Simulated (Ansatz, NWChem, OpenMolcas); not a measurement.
C2H4F2 (1,1-difluoroethane): methods side by side

C2H4F2: 8 atoms, total charge 0, spin state singlet. As SMILES, `CC(F)F`. Geometry: relaxed at PBE0-D4/def2-TZVP.

```xyz
8

C     0.0033    0.7776    0.0233
C    -0.0520   -0.7182   -0.0082
F     0.9255   -1.2434    0.7791
F     0.1682   -1.1721   -1.2719
H     0.9814    1.1119   -0.3254
H    -0.1572    1.1328    1.0418
H    -0.7710    1.1906   -0.6240
H    -1.0061   -1.1364    0.3295
```

Each level gives the energy change with the C2–H8 bond stretched from 1.095 to 1.643 Å (eV). The values are calculated.

| level | kind | program | value (eV) | less CCSD(T)/6-311+G** |
| --- | --- | --- | --- | --- |
| revPBE/6-311+G** (restricted) | GGA | Ansatz | 1.75 | -0.20 |
| TPSS/6-311+G** (restricted) | meta-GGA | NWChem | 1.85 | -0.10 |
| r2SCAN/6-311+G** (restricted) | meta-GGA | OpenMolcas | 1.91 | -0.04 |
| BHLYP/6-311+G** (restricted) | global hybrid | Ansatz | 2.22 | +0.27 |
| HSE06/6-311+G** (restricted) | range-separated hybrid | Ansatz | 2.01 | +0.06 |
| wB97X/6-311+G** (restricted) | range-separated hybrid | NWChem | 2.08 | +0.13 |
| RPA@PBE0/6-311+G** (restricted) | RPA | Ansatz | 2.00 | +0.05 |
| CCSD(T)/6-311+G** (restricted) | coupled cluster or CI | Ansatz | 1.95 | 0.00 |

Differences are taken from CCSD(T)/6-311+G** (restricted) for orientation; it has basis-set and higher-order errors of its own. The first shape isn't each level's own minimum. The values span 1.75 to 2.22 eV.

Stretching the C2–H8 bond costs 1.95 eV with CCSD(T). The three semilocal functionals fall below this and the three hybrids above it, with revPBE (1.75 eV) and BHLYP (2.22 eV) at the extremes. The pattern fits the growing left-right correlation as the σ and σ* levels approach each other. A restricted determinant keeps too much ionic character in the stretched bond, and exact exchange carries that penalty into the energy. Semilocal exchange, with its more localised hole, mimics part of the missing correlation and makes stretching cheaper. BHLYP, with its large exact-exchange share and a semilocal correlation term that cannot compensate, therefore probably overshoots most. RPA shows that exact exchange alone does not decide the result: it uses the full amount yet gives 2.00 eV, presumably because its nonlocal correlation recovers much of the left-right part. The energies describe a partly stretched bond, so neither the C–H dissociation energy nor the ranking of the methods at the separated-radical limit follows from them.
